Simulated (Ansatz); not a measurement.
# Ligand exchange: Si(CH3)3Cl + GaH2(NH2) → Si(CH3)3(NH2) + GaH2Cl

Species: Si(CH3)3Cl (chlorotrimethylsilane), singlet; GaH2(NH2), singlet; Si(CH3)3(NH2), singlet; GaH2Cl `[Cl][GaH2]`, singlet. The partners trade Cl for NH2: Si–Cl and Ga–NH2 bonds give way to Si–NH2 and Ga–Cl.

Shapes, held fixed at every level: PBE0-D4/def2-TZVP. Flexible molecules stand in one conformer, not always the lowest. Programs: Ansatz 0.2.0. The zero-point and thermal change to 298 K, harmonic and unscaled (PBE0-D4/def2-TZVP), is -0.6 kJ/mol.

| level | kind | ΔH(298 K) (kJ/mol) | less CCSD(T)/def2-TZVPP |
| --- | --- | --- | --- |
| HF/def2-SVP | Hartree–Fock | -27.3 | -14.4 |
| SPW92/def2-TZVPP | LDA | -5.5 | +7.4 |
| r2SCAN-D4/def2-TZVPP | meta-GGA | -12.4 | +0.5 |
| BHLYP-D4/def2-TZVPP | global hybrid | -20.3 | -7.4 |
| r2SCAN0-D4/def2-TZVPP | global hybrid | -16.1 | -3.2 |
| MP2/def2-SVP | perturbation theory | -8.2 | +4.7 |
| CCSD/def2-TZVPP | coupled cluster or CI | -15.3 | -2.4 |
| CCSD(T)/def2-TZVPP | coupled cluster or CI | -12.9 | 0.0 |

The highest level, CCSD(T)/def2-TZVPP, gives ΔH(298 K) = -12.9 kJ/mol; the levels span -27.3 to -5.5. The column of differences is taken from that level and isn't an error. No measured value is set beside it here. Relativity is left out for Ga. Outer-core shells of Ga are correlated in most correlated rows, in sets that cover them unevenly.

The exchange is mildly exothermic at every level, so silicon has the greater relative preference for amide over chloride, and gallium for chloride over amide. Because each side keeps one bond to nitrogen and one to chlorine, the enthalpy is a small remainder of large, mostly cancelling bond energies. The direction probably reflects better overlap of compact nitrogen orbitals with silicon than with the more diffuse valence orbitals of gallium, helped by lone-pair donation into Si–C σ* orbitals. Donation from nitrogen into the empty gallium p orbital works against this, but evidently doesn't outweigh it.

Electron correlation favours the reactants: in the same basis, the value goes from -27.3 kJ/mol with Hartree–Fock to -8.2 with MP2. The triples act in the same direction, moving CCSD from -15.3 to -12.9. Exact exchange pulls the other way, as the step from r2SCAN-D4 to r2SCAN0-D4 shows. The preference applies to isolated monomers; association through amide or chloride bridges at gallium could change the balance in condensed phases.
